**Screening of the 3s orbital along the ions of palladium**

The table holds the 3s orbital energy, mean radius and radius of maximum density of Pd13+ to Pd35+ from non-relativistic, configuration-averaged Hartree-Fock at the basis limit. The program reads hydrogenic effective charges from energy and radius, compares them with Slater's rules, and tests a frozen-charge model of the removed electron and the computed Slater integrals against the steps, with no fitted constant. The charge from the energy lies 9.88 below that from the radius in Pd13+ and 1.94 below in Pd35+, since outer electrons shift the energy but hardly the shape. The model gives the radius change within 14 % for n = 3 electrons and fails for 4s, while F0 − G1/6 gives the 3p energy steps within 2 eV. The rise of the radius at Pd17+ falls where the orbital convention changes.

Palladium ions Pd13+ to Pd35+, computed with B-spline radial code 1 in non-relativistic Hartree-Fock at the basis-set limit, for a spherical atom with a point nucleus and an average over the configuration. ε(3s) is the orbital energy, <r>(3s) the mean radius and r_max(3s) the radius where the orbital's radial probability density is largest.

## The fit in Python

```python
# Table: 3s orbital energy (eV), <r> and r_max (bohr) of Pd13+..Pd35+; B-spline radial code, non-relativistic
# Hartree-Fock, configuration average, point nucleus. Tested: hydrogenic charges from energy and radius, Slater's
# rules, a frozen-charge model of the removed electron, and Slater integrals against the energy steps.
T = {
    'ion': ['Pd13+', 'Pd14+', 'Pd15+', 'Pd16+', 'Pd17+', 'Pd18+', 'Pd19+', 'Pd20+', 'Pd21+', 'Pd22+', 'Pd23+', 'Pd24+', 'Pd25+', 'Pd26+', 'Pd27+', 'Pd28+', 'Pd29+', 'Pd30+', 'Pd31+', 'Pd32+', 'Pd33+', 'Pd34+', 'Pd35+'],
    'Z': [46, 46, 46, 46, 46, 46, 46, 46, 46, 46, 46, 46, 46, 46, 46, 46, 46, 46, 46, 46, 46, 46, 46],
    'charge': [13, 14, 15, 16, 17, 18, 19, 20, 21, 22, 23, 24, 25, 26, 27, 28, 29, 30, 31, 32, 33, 34, 35],  # e
    'N': [33, 32, 31, 30, 29, 28, 27, 26, 25, 24, 23, 22, 21, 20, 19, 18, 17, 16, 15, 14, 13, 12, 11],
    'configuration': ['[Ar] 3d10 4s2 4p3', '[Ar] 3d10 4s2 4p2', '[Ar] 3d10 4s2 4p1', '[Ar] 3d10 4s2', '[Ar] 3d10 4s1', '[Ar] 3d10', '[Ar] 3d9', '[Ar] 3d8', '[Ar] 3d7', '[Ar] 3d6', '[Ar] 3d5', '[Ar] 3d4', '[Ar] 3d3', '[Ar] 3d2', '[Ar] 3d1', '[Ne] 3s2 3p6', '[Ne] 3s2 3p5', '[Ne] 3s2 3p4', '[Ne] 3s2 3p3', '[Ne] 3s2 3p2', '[Ne] 3s2 3p1', '[Ne] 3s2', '[Ne] 3s1'],
    'energy': [-947.836, -978.918, -1010.75, -1043.32, -1076.32, -1109.94, -1167.62, -1226.54, -1286.67, -1347.99, -1410.5, -1474.17, -1539.01, -1604.99, -1672.12, -1740.37, -1801.55, -1863.45, -1926.1, -1989.48, -2053.59, -2118.44, -2190.27],  # eV
    'mean_radius': [0.38659, 0.38611, 0.38559, 0.38505, 0.38519, 0.38483, 0.38157, 0.37831, 0.37508, 0.37186, 0.36867, 0.36551, 0.36238, 0.35928, 0.35621, 0.35318, 0.35088, 0.3486, 0.34636, 0.34415, 0.34196, 0.33981, 0.33743],  # bohr
    'radius_of_maximum': [0.351, 0.3508, 0.3506, 0.3503, 0.3504, 0.3504, 0.3485, 0.3467, 0.3448, 0.3429, 0.341, 0.339, 0.3371, 0.3351, 0.3331, 0.3312, 0.3297, 0.3282, 0.3267, 0.3252, 0.3237, 0.3223, 0.3209],  # bohr
}
import numpy as np
from scipy.constants import physical_constants as pc, alpha
from scipy.linalg import eigh_tridiagonal
H = pc['Hartree energy in eV'][0]
ion = T['ion']; ix = {s: i for i, s in enumerate(ion)}
Z, N, E, R, M = (np.array(T[k], float) for k in ('Z', 'N', 'energy', 'mean_radius', 'radius_of_maximum'))
x0 = max(np.roots([2, -36, 135, -81]).real)  # outer maximum of hydrogenic 3s, bohr times Z
ZE, ZR, ZM = 3*np.sqrt(-2*E/H), 13.5/R, x0/M
sh = np.array([c.split()[-1][:2] for c in T['configuration']])[:-1]  # shell emptied in the step to the next row
dE, dR, dM, Rm = -np.diff(E), np.diff(R), np.diff(M), (R[1:] + R[:-1])/2
print('ion Z_E Z_r Z_max | step to next row: shell, deepening eV, d<r>, d r_max bohr')
for i, s in enumerate(ion):
    t = f' | {sh[i]} {dE[i]:.2f} {dR[i]:+.5f} {dM[i]:+.4f}' if i < len(sh) else ''
    print(f'{s} {ZE[i]:.2f} {ZR[i]:.3f} {ZM[i]:.2f}{t}')
print(f'rounding of steps: 0.01 eV, 1e-5 and 1e-4 bohr; Z_r +-{(ZR*5e-6/R).max():.4f}, Z_max +-{(ZM*5e-5/M).max():.3f}; x0 {x0:.3f}')
print(f'first to last: energy ratio {E[-1]/E[0]:.3f}, <r> {100*(R[-1]/R[0]-1):.1f} %, r_max {100*(M[-1]/M[0]-1):.1f} %, Z_r-Z_E {ZR[0]-ZE[0]:.2f} to {ZR[-1]-ZE[-1]:.2f}')
for s in ('4p', '4s', '3d', '3p', '3s'):
    k = sh == s; a = dE[k]; b = (dE*Rm/H)[k]; z = np.diff(ZR)[k]
    print(f'{s}: mean dZ_E {np.diff(ZE)[k].mean():.3f} dZ_r {z.mean():.3f} ({z[0]:.3f}..{z[-1]:.3f}) dZ_max {np.diff(ZM)[k].mean():.3f}; step*<r> {b[0]:.3f}..{b[-1]:.3f} au')
ZS = Z - 2 - 8*0.85 - 0.35*(np.minimum(N - 10, 8) - 1); j = ix['Pd28+']
print(f'Slater Z {ZS[0]:.2f} (Pd13+..28+) to {ZS[-1]:.2f}; table 13+ to 28+: dZ_E {ZE[j]-ZE[0]:.2f}, dZ_r {ZR[j]-ZR[0]:.2f}; worst Z_r-Z_S {np.abs(ZR-ZS).max():.2f}, Z_E-Z_S {np.abs(ZE-ZS).max():.2f}')
# further outputs of the same runs: orbital <r> (bohr), Slater integrals and ionisation energies (eV)
r4s17, r3d17, r3d24, r3p31 = 0.83995, 0.34840, 0.31666, 0.33184
Fss, Fsp, Gsp, Fpd, G1pd, G3pd, Fd4s = 70.466, 71.905, 46.428, 72.332, 38.235, 25.277, 36.552
IE, IEtab = np.array([2118.258, 2190.197]), np.array([2181.0, 2248.87])  # Pd34+, Pd35+; semi-empirical table
d = np.where(sh == '3d')[0]
print(f'3d step grows {100*(dE[d[-1]]/dE[d[0]]-1):.1f} %, 1/<r> {100*(Rm[d[0]]/Rm[d[-1]]-1):.1f} %; <r>3d/<r>3s {r3d17/R[ix["Pd17+"]]:.3f} (17+), {r3d24/R[ix["Pd24+"]]:.3f} (24+)')
h = 5e-4; r = h*np.arange(1, 8001)
def dens(n, l, V):
    v = eigh_tridiagonal(1/h**2 + l*(l + 1)/(2*r*r) + V, -0.5/h**2*np.ones(len(r) - 1),
                         select='i', select_range=(n - l - 1, n - l - 1))[1][:, 0]
    return v*v
print('frozen-charge model (no exchange, no response): F0 vs step eV; dZ_r model vs table; table/model')
for s, n, l, ro in (('Pd17+', 4, 0, r4s17), ('Pd18+', 3, 2, r3d17), ('Pd24+', 3, 2, r3d24),
                    ('Pd31+', 3, 1, r3p31), ('Pd34+', 3, 0, R[ix['Pd34+']])):
    i = ix[s]; p = dens(n, l, -(3*n*n - l*(l + 1))/(2*ro)/r)
    V = np.cumsum(p)/r + np.cumsum((p/r)[::-1])[::-1] - p/r
    p0, p1 = dens(3, 0, -ZR[i]/r), dens(3, 0, -ZR[i]/r - V)
    F, dz, ob = H*(p0 @ V), 13.5/(p1 @ r) - 13.5/(p0 @ r), ZR[i+1] - ZR[i]
    print(f'{s} -{sh[i]}: {F:.2f} vs {dE[i]:.2f} ({100*(dE[i]/F-1):+.1f} %); {dz:.3f} vs {ob:.3f}; {ob/dz:.2f}')
k = sh == '3p'; R31 = R[ix['Pd31+']]; pr = (Fsp - Gsp/6)*R31/Rm
print(f'Pd31+ computed F0(3s,3p) {Fsp:.2f}, G1/6 {Gsp/6:.2f}, net {Fsp-Gsp/6:.2f}, F0(3s,3s) {Fss:.2f} eV; last 3d - first 3p step {dE[d[-1]]-dE[d[-1]+1]:.2f}')
print('3p step - scaled net, eV (5..0 3p left):', ' '.join(f'{v:+.2f}' for v in (dE - pr)[k]), f'| no exchange, mean {(dE-Fsp*R31/Rm)[k].mean():+.2f}')
print(f'3s: scaled F0 {Fss*R31/Rm[-1]:.2f} vs {dE[-1]:.2f}; proxies: 3p-3d net {Fpd-G1pd/15-3*G3pd/70:.2f} vs {dE[ix["Pd24+"]]:.2f}; F0(3d,4s) {Fd4s:.2f} vs {dE[ix["Pd17+"]]:.2f} eV')
i = ix['Pd16+']
print(f'4s steps d<r> {dR[i]:+.5f}, {dR[i+1]:+.5f}, difference {dR[i]-dR[i+1]:+.5f} bohr; growth of first five steps eV:', ' '.join(f'{v:.2f}' for v in np.diff(dE[:5])))
rel = lambda z: H*z**4*alpha**2/54*0.75  # first-order relativistic deepening of hydrogenic 3s
print(f'IE - tabulated {IE[0]-IEtab[0]:.1f}, {IE[1]-IEtab[1]:.1f} eV ({100*(IE[0]/IEtab[0]-1):.1f}, {100*(IE[1]/IEtab[1]-1):.1f} %); -eps-IE {-E[-2]-IE[0]:.2f}, {-E[-1]-IE[1]:.2f}; rel. {rel(ZE[-1]):.0f} (Z_E) to {rel(Z[-1]):.0f} (Z) eV')
assert (dE > 0).all() and list(np.where(dR > 0)[0]) == [ix['Pd16+']]
assert (ZE < ZR).all() and (ZR < Z).all()
assert dR[sh == '3d'].max() < dR[sh == '3p'].min() and dR[sh == '3p'].max() < dR[sh == '4p'].min()
assert dE[d[-1]] > dE[d[-1] + 1] and dE[-1] == dE.max()
```

It prints:

```
ion Z_E Z_r Z_max | step to next row: shell, deepening eV, d<r>, d r_max bohr
Pd13+ 25.04 34.921 37.25 | 4p 31.08 -0.00048 -0.0002
Pd14+ 25.45 34.964 37.27 | 4p 31.83 -0.00052 -0.0002
Pd15+ 25.86 35.011 37.29 | 4p 32.57 -0.00054 -0.0003
Pd16+ 26.27 35.060 37.32 | 4s 33.00 +0.00014 +0.0001
Pd17+ 26.68 35.048 37.31 | 4s 33.62 -0.00036 +0.0000
Pd18+ 27.10 35.080 37.31 | 3d 57.68 -0.00326 -0.0019
Pd19+ 27.79 35.380 37.52 | 3d 58.92 -0.00326 -0.0018
Pd20+ 28.48 35.685 37.71 | 3d 60.13 -0.00323 -0.0019
Pd21+ 29.17 35.992 37.92 | 3d 61.32 -0.00322 -0.0019
Pd22+ 29.86 36.304 38.13 | 3d 62.51 -0.00319 -0.0019
Pd23+ 30.55 36.618 38.34 | 3d 63.67 -0.00316 -0.0020
Pd24+ 31.23 36.935 38.57 | 3d 64.84 -0.00313 -0.0019
Pd25+ 31.91 37.254 38.78 | 3d 65.98 -0.00310 -0.0020
Pd26+ 32.58 37.575 39.02 | 3d 67.13 -0.00307 -0.0020
Pd27+ 33.26 37.899 39.25 | 3d 68.25 -0.00303 -0.0019
Pd28+ 33.93 38.224 39.47 | 3p 61.18 -0.00230 -0.0015
Pd29+ 34.52 38.475 39.65 | 3p 61.90 -0.00228 -0.0015
Pd30+ 35.11 38.726 39.84 | 3p 62.65 -0.00224 -0.0015
Pd31+ 35.69 38.977 40.02 | 3p 63.38 -0.00221 -0.0015
Pd32+ 36.28 39.227 40.20 | 3p 64.11 -0.00219 -0.0015
Pd33+ 36.86 39.478 40.39 | 3p 64.85 -0.00215 -0.0014
Pd34+ 37.43 39.728 40.56 | 3s 71.83 -0.00238 -0.0014
Pd35+ 38.06 40.008 40.74
rounding of steps: 0.01 eV, 1e-5 and 1e-4 bohr; Z_r +-0.0006, Z_max +-0.006; x0 13.074
first to last: energy ratio 2.311, <r> -12.7 %, r_max -8.6 %, Z_r-Z_E 9.88 to 1.94
4p: mean dZ_E 0.410 dZ_r 0.047 (0.043..0.049) dZ_max 0.025; step*<r> 0.441..0.461 au
4s: mean dZ_E 0.413 dZ_r 0.010 (-0.013..0.033) dZ_max -0.005; step*<r> 0.467..0.476 au
3d: mean dZ_E 0.683 dZ_r 0.314 (0.300..0.325) dZ_max 0.216; step*<r> 0.812..0.890 au
3p: mean dZ_E 0.584 dZ_r 0.251 (0.251..0.250) dZ_max 0.182; step*<r> 0.791..0.812 au
3s: mean dZ_E 0.629 dZ_r 0.280 (0.280..0.280) dZ_max 0.177; step*<r> 0.894..0.894 au
Slater Z 34.75 (Pd13+..28+) to 37.20; table 13+ to 28+: dZ_E 8.89, dZ_r 3.30; worst Z_r-Z_S 3.47, Z_E-Z_S 9.71
3d step grows 18.3 %, 1/<r> 8.0 %; <r>3d/<r>3s 0.904 (17+), 0.866 (24+)
frozen-charge model (no exchange, no response): F0 vs step eV; dZ_r model vs table; table/model
Pd17+ -4s: 36.45 vs 33.62 (-7.8 %); 0.056 vs 0.033; 0.59
Pd18+ -3d: 65.98 vs 57.68 (-12.6 %); 0.290 vs 0.300; 1.03
Pd24+ -3d: 70.70 vs 64.84 (-8.3 %); 0.308 vs 0.319; 1.04
Pd31+ -3p: 71.85 vs 63.38 (-11.8 %); 0.267 vs 0.250; 0.94
Pd34+ -3s: 71.79 vs 71.83 (+0.1 %); 0.246 vs 0.280; 1.14
Pd31+ computed F0(3s,3p) 71.91, G1/6 7.74, net 64.17, F0(3s,3s) 70.47 eV; last 3d - first 3p step 7.07
3p step - scaled net, eV (5..0 3p left): -1.95 -1.65 -1.31 -0.99 -0.68 -0.35 | no exchange, mean -8.89
3s: scaled F0 72.08 vs 71.83; proxies: 3p-3d net 68.70 vs 64.84; F0(3d,4s) 36.55 vs 33.62 eV
4s steps d<r> +0.00014, -0.00036, difference +0.00050 bohr; growth of first five steps eV: 0.75 0.74 0.43 0.62
IE - tabulated -62.7, -58.7 eV (-2.9, -2.6 %); -eps-IE 0.18, 0.07; rel. 42 (Z_E) to 90 (Z) eV
```
